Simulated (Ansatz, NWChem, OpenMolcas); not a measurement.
# Computed against measured: dipole moment

10 molecules holding an element from Na to Cl; the dipole moment in D, computed less measured. Shapes, held fixed at every level: PBE0-D4/def2-TZVP. No vibrational averaging. Dipoles are compared by magnitude; molecules under 1 D, whose direction can flip, are left out. Programs: Ansatz 0.2.0, NWChem 7.3.0, OpenMolcas 26.06. A level may come from different programs for different species; with the same settings they agree closely. Measured values: NIST CCCBDB.

Levels: A = HF/def2-SVP; B = r2SCAN-D4/def2-TZVPP; C = PBE0/def2-SVP; D = B3LYP-D4/def2-TZVPP.

```json
{"molecule": "HCl (hydrogen chloride)", "measured": "1.08", "A": "+0.33", "B": "+0.14", "C": "+0.29", "D": "+0.11"}
{"molecule": "NS (Mononitrogen monosulfide)", "measured": "1.81", "A": "-0.17", "B": "-0.01", "C": "+0.01", "D": "+0.08"}
{"molecule": "SO2 (SMILES O=S=O)", "measured": "1.63", "A": "+0.66", "B": "-0.05", "C": "+0.12", "D": "+0.10"}
{"molecule": "PF3 (phosphorus trifluoride)", "measured": "1.03", "A": "+0.52", "B": "-0.18", "C": "+0.07", "D": "+0.02"}
{"molecule": "CH3Cl (chloromethane)", "measured": "1.87", "A": "+0.22", "B": "+0.05", "C": "+0.01", "D": "+0.01"}
{"molecule": "CHCl2F (dichlorofluoromethane)", "measured": "1.29", "A": "+0.27", "B": "-0.06", "C": "+0.04", "D": "-0.04"}
{"molecule": "SCl2O2 (sulfuryl chloride)", "measured": "1.81", "A": "+0.48", "B": "-0.13", "C": "-0.18", "D": "+0.05"}
{"molecule": "SiH3Cl (chlorosilane)", "measured": "1.31", "A": "+0.26", "B": "-0.09", "C": "+0.06", "D": "-0.06"}
{"molecule": "SO2F2 (sulfuryl fluoride)", "measured": "1.12", "A": "+0.01", "B": "+0.02", "C": "-0.08", "D": "+0.01"}
{"molecule": "C2H6S (dimethyl sulfide)", "measured": "1.50", "A": "+0.16", "B": "+0.10", "C": "+0.07", "D": "+0.02"}
```

**Question.** Sum up the errors.

**Answer.** 
| level | kind | mean error | mean absolute error | worst case |
| --- | --- | --- | --- | --- |
| HF/def2-SVP | Hartree–Fock | +0.274 | 0.308 | SO2 |
| r2SCAN-D4/def2-TZVPP | meta-GGA | -0.021 | 0.083 | PF3 |
| PBE0/def2-SVP | global hybrid | +0.041 | 0.093 | HCl |
| B3LYP-D4/def2-TZVPP | global hybrid | +0.030 | 0.050 | HCl |

On this set B3LYP-D4/def2-TZVPP has the smallest mean absolute error and HF/def2-SVP the largest. HF/def2-SVP is too high in 9 of 10; PBE0/def2-SVP is too high in 8 of 10; B3LYP-D4/def2-TZVPP is too high in 8 of 10. The levels differ in basis as well as in method. The tabulated value of HCl is in doubt (older tables, estimates, or at odds with other calculations) and kept here. Over the 9 molecules whose values aren't doubted the mean absolute errors are A 0.306; B 0.077; C 0.071; D 0.043. The smallest two are near a tie. Spin contamination: NS (⟨S²⟩ up to 1.14). Open shells run unrestricted. The set is small.

Hartree–Fock exaggerates the charge separation in most of these molecules. PBE0 in the same basis gives a smaller dipole in every case except NS, so the excess comes mainly from missing electron correlation, which normally returns some density from the electronegative atoms to the centre. The effect is largest for SO2, PF3 and SCl2O2, where strongly polar bonds to sulfur or phosphorus dominate the net moment. SO2F2 breaks the pattern with an error of only +0.01, probably because the S–O and S–F bond dipoles oppose each other and their exaggerations largely cancel; a good total dipole there need not mean a good density. For HCl, both def2-SVP results lie well above both def2-TZVPP results, a gap that doesn't depend on the measured value and suggests that the small basis describes the chlorine density too poorly. The low average error of PBE0 may therefore owe something to compensation between functional and basis, and needn't persist in a larger basis.
